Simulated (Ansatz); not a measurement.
Telling isomers of H5OSbSi apart by their spectra

These gas-phase data were calculated for one isomer of H5OSbSi at r2SCAN-D4/def2-SVP (harmonic, unscaled wavenumbers; equilibrium rotational constants with average atomic masses):

* rotational constants: 26.91, 1.613, 1.578 GHz
* all wavenumbers above 1500 cm⁻¹: 2238, 2196, 2186, 1935, 1908

Candidates:

(1) `O[SiH2][SbH2]`, a singlet
(2) `[SiH3][O][SbH2]`, a singlet

Question: Assign the data to one candidate and say why.

Answer: Candidate (2). No mode falls between 3300 and 4000 cm⁻¹, where the O–H stretch of (1) would stand.

The same quantities for all candidates:

|  | rotational constants (GHz) | wavenumbers above 1500 cm⁻¹ | E above the lowest, r2SCAN-D4/def2-SVP (kcal/mol) |
| --- | --- | --- | --- |
| (1) | 14.58, 1.684, 1.57 | 3881, 2243, 2182, 1937, 1924 | 0.0 |
| (2) | 26.91, 1.613, 1.578 | 2238, 2196, 2186, 1935, 1908 | 8.5 |

Harmonic stretches to hydrogen usually lie a few per cent above observed fundamentals. Each candidate is one conformer. Atoms past krypton carry core potentials. Programs: Ansatz 0.2.0.

The band pattern supports the assignment positively as well as through the missing O–H stretch: three modes between 2186 and 2238 cm⁻¹ fit an SiH3 group, and the pair at 1935 and 1908 cm⁻¹ fits SbH2. Hydrogen carries most of the motion in both groups, so the lower Sb–H wavenumbers reflect mainly a weaker, softer bond rather than the heavier antimony atom. The largest rotational constant is independent evidence. With oxygen bridging silicon and antimony, the heavy atoms lie closer to the long axis than in the silanol, where oxygen is a terminal substituent on silicon. The two smaller constants, governed largely by the overall length, separate the isomers much less clearly.

The assigned isomer is the less stable of the two. Both contain an Si–O bond, so the balance probably turns on the strong O–H bond of the silanol, which outweighs its weak Si–Sb bond when set against Sb–O and the additional Si–H bond. This energy order says nothing about the barrier to interconversion.
